The simplest picture of a metal under pressure is a gas of electrons in a box. Squeezing the box raises the kinetic energy of the electrons, and the denser the gas, the harder it pushes back. The bulk modulus, which is the pressure needed per unit of relative volume change, should then follow the density of valence electrons and nothing else. For the metals of groups 1 to 3 this picture gets the direction right, but its sizes are often badly off, and part of the reason lies in the ions.

Metals of groups 1 to 3 in the fcc structure, computed with Ansatz 0.2.0: BLYP, scalar-relativistic PAW, plane waves to 420 eV, Fermi-Dirac smearing of 0.1 eV, no spin polarisation. Volume, bulk modulus and its pressure derivative come from a third-order Birch-Murnaghan fit to energies at uniformly scaled volumes. Valence electrons are counted by group number.

```csv
element,Z,valence electrons,k mesh,"volume per atom, BLYP (Å³)","bulk modulus, BLYP (GPa)","bulk modulus pressure derivative, BLYP"
Li,3,1,14×14×14,19.96,13.8,3.40
Be,4,2,19×19×19,7.89,119,3.31
Na,11,1,12×12×12,37.31,7.18,3.86
Mg,12,2,13×13×13,23.69,30.2,4.46
K,19,1,9×9×9,75.86,3.13,3.99
Sc,21,3,13×13×13,24.92,49.3,3.36
Rb,37,1,9×9×9,95.24,2.32,4.07
Y,39,3,12×12×12,33.30,37.9,3.43
Cs,55,1,8×8×8,125.49,1.61,3.96
Ba,56,2,10×10×10,67.42,7.65,2.64
Lu,71,3,12×12×12,29.57,41.7,3.62
```

The range is wide. For a small compression the pressure is roughly the modulus times the relative volume change, so taking 1% off the volume needs about 1.2 GPa in Be but only about 16 MPa in Cs. From Li to Cs the volume per atom grows 6.3 times and the modulus falls 8.6 times. These are results of density-functional theory with the BLYP functional for a static lattice, with spin polarisation left out from the start, and fcc is not the ordinary form of any of these eleven metals. The PAW datasets were made for another functional, PBE, and the correlation part of BLYP doesn't reproduce the uniform electron gas, which is a weakness for metals. The numbers are better used for comparing the metals with one another than as handbook values.

### Why the electron gas alone fails

For one valence electron per atom, the kinetic energy of the gas gives a modulus that falls as the volume to the power 5/3. The computed moduli from Li to Cs fall only as the power 1.17, taken between these two end members. The gas alone makes Li almost twice as stiff as computed, and Cs about a quarter too soft. An error that changes sign along the group can't be removed by a common factor, so a piece of physics has to be added.

Two things are absent from the box. The positive ions attract the electrons and, with some help from exchange among the electrons, pull the metal together. The filled inner shells of each ion, its core, keep the valence electrons out of part of the space and so push the metal apart. The metal settles at the volume where the inward pull balances the core's push and the kinetic pressure, and its stiffness depends on how quickly this balance is upset.

### A model with ions and cores

Let each atom fill a sphere of radius $R$, with $q$ valence electrons spread evenly around an ion of charge $q$. In atomic units the energy per atom is

$$E(R)=\frac{A}{R^2}-\frac{C}{R}+\frac{D}{R^3}.$$

The first term is the kinetic energy, with $A=1.105\,q^{5/3}$. The second is the electrostatic attraction together with exchange, with $C=0.9\,q^2+0.458\,q^{4/3}$. The third is the exclusion from the core. Correlation between the electrons is left out.

The strength $D$ of the core term follows from the computed volume. At zero pressure $dE/dR=0$, which gives $D=(CR^2-2AR)/3$. The modulus is the curvature of the energy at that point, $B=E''(R)/(12\pi R)$, and inserting $D$ leaves

$$B=\frac{1}{6\pi}\left(\frac{C}{R^4}-\frac{A}{R^5}\right).$$

The volume goes in and the modulus comes out; no constant has been adjusted to the moduli in the table.

Potassium shows how this works. Its volume of 75.86 Å³ corresponds to a sphere of radius $R=(3\times75.86/4\pi)^{1/3}=2.63$ Å, or 4.96 bohr. With $q=1$, $A=1.105$ and $C=1.358$. The two terms in the bracket are $2.24\times10^{-3}$ and $0.37\times10^{-3}$, and their difference divided by $6\pi$ is $9.9\times10^{-5}$ hartree per cubic bohr. One such unit is about 29 400 GPa, so the estimate is 2.9 GPa, against 3.13 GPa in the table.

All five alkali metals come out within 12% of the computed modulus. The model also puts all eleven metals in the right order of stiffness, from Be down to Cs. The electron gas alone gives the same order, so it is the sizes in group 1 that support the idea of a balance between gas, ion and core, although the omitted effects may partly cancel in the alkali metals.

The formula also explains why the electron gas errs in opposite directions. Attraction takes stiffness away, because it grows as the atoms come closer and so helps the compression along. The core adds stiffness, because its push also grows on compression, and more steeply than the attraction. For one valence electron the two effects cancel at $R=6A/C$, about 4.9 bohr, which lies between Na and K. Below this radius the ions make the metal softer than its electron gas, and above it they make the metal stiffer.

### Why the volumes grow down a group

The model takes the volume as given, so the volume needs a cause of its own. That cause is the core: each step down a group adds a filled shell, and the valence electrons are held further out. The strength $D$ can be turned into an effective core radius $r_c$, inside which the pull of the ion is switched off, through $D=1.5\,q^2r_c^2$. This radius grows from 0.65 Å in Li to 1.45 Å in Cs.

Since the radius was obtained from the volume, its growth alone would prove little. The useful comparison is with ionic radii, which come from the distances in salts. With rough values of these, the effective core radius is 0.84 to 0.87 of the ionic radius in every alkali metal. In group 1 the size of the ion in a salt therefore tells how much room the atom takes in the metal, and the room it takes largely sets the stiffness.

### Why the stiffness rises across the groups

Moving from group 1 to group 3 changes two things at once, because the atoms shrink while the number of valence electrons grows. Li, Mg and Sc separate the two effects, since their volumes differ by no more than 25%. Their moduli are 13.8, 30.2 and 49.3 GPa for one, two and three valence electrons. Mg and Sc are stiffer than Li although their atoms are larger, so the electron count matters in its own right.

In the model the extra stiffness comes from the attraction, since $C$ grows faster than $q$ itself. At a given volume a stronger inward pull has to be held by a stronger outward push, and the push rises more steeply on compression than the pull does. The kinetic energy grows too, but at a given volume it takes over part of the balancing from the steeper core term, which is why $A$ enters the modulus with a minus sign. Between neighbours in the same row the shrinking volume stiffens the metal further. Na takes up 1.6 times the volume of Mg, and its modulus is about a quarter as large.

### Where even spreading breaks down

Beyond group 1 the model is too stiff throughout. It exceeds the computed modulus by a factor of 1.4 to 1.6 in group 2 and of 1.7 to 1.9 in group 3. In Ba it even misses by more than the electron gas alone. The d electrons of group 3 are an obvious suspect, but they can't be the whole reason. Be and Mg have no valence d electrons, and the model overshoots there by nearly half as well.

The more general weakness is the assumption that the electrons stay evenly spread. Real electrons gather where the ions attract them most, which lowers the energy, and a doubly or triply charged ion draws them more strongly than a singly charged one. Whether this gain softens the metal depends on how it changes with volume. In an expanded metal the electrons are slower and easier to rearrange, but the uneven pull that rearranges them is weaker too, so the answer can't be guessed from this alone. Uneven spreading is therefore a likely place to look for the missing softness and not a proven cause, since the gain was not computed here.

In group 3 the valence electrons are also partly of d character. Such electrons sit closer to the atom and bond in a more directed way than an even gas allows, which may account for part of the larger overshoot, although the higher charge of the ion could also be enough by itself. Further along a transition row this d bonding takes over. In the 4d and 5d rows the metals go on shrinking and stiffening until the bonding d states are about full, at or a little past the middle of the row, and then the trend turns round.

### Lutetium breaks the order of the rows

In groups 1 and 2 each heavier metal in the table is larger and softer than the one above it. Lu, below Y in group 3, does the opposite: its volume is 11% smaller and its modulus 10% larger. The cause of the smaller volume is the lanthanide contraction. Between Y and Lu the 4f shell is filled, and its fourteen electrons screen the growing nuclear charge poorly, so that the outer shells are drawn inwards; relativistic effects add to the shrinkage.

The stiffness then needs no separate explanation. The product of modulus and volume is the same for Sc, Y and Lu to within 3%, so within this group the modulus simply follows the inverse of the volume. The higher stiffness of Lu can thus be put down to its smaller volume, and nothing in these numbers calls for a different kind of bonding. In group 1, by contrast, the product falls by about a quarter from Li to Cs, so the rule of a constant product belongs to group 3 and shouldn't be carried over.

### How stiffness changes under pressure

The pressure derivative of the modulus tells how fast a metal stiffens as it is squeezed. Here the model reaches its limit, since it gives between 3.2 and 3.3 for every metal, while the computed values run from 2.64 in Ba to 4.46 in Mg. These two extremes do not come from the fitted energy curve alone. The pressures computed directly at the compressed and expanded volumes give about 2.8 for Ba and 4.2 for Mg, which are again the lowest and the highest of the series.

For Ba there is a well-known explanation. Its 5d states, empty in the free atom, lie close in energy to the 6s states and mix with them in the metal. Compression raises the s states faster than the d states. Electrons can then move from s to d and escape part of the cost of being squeezed, so the modulus grows slowly. This fits the low value, though the d occupation was not followed through the compression.

Mg has no such d states near at hand, and it stiffens faster than any other metal of the series, while Be, above it in the same group and with the same number of valence electrons, stays close to the model. What makes fcc Mg stiffen so quickly under pressure is the question that these results leave open.
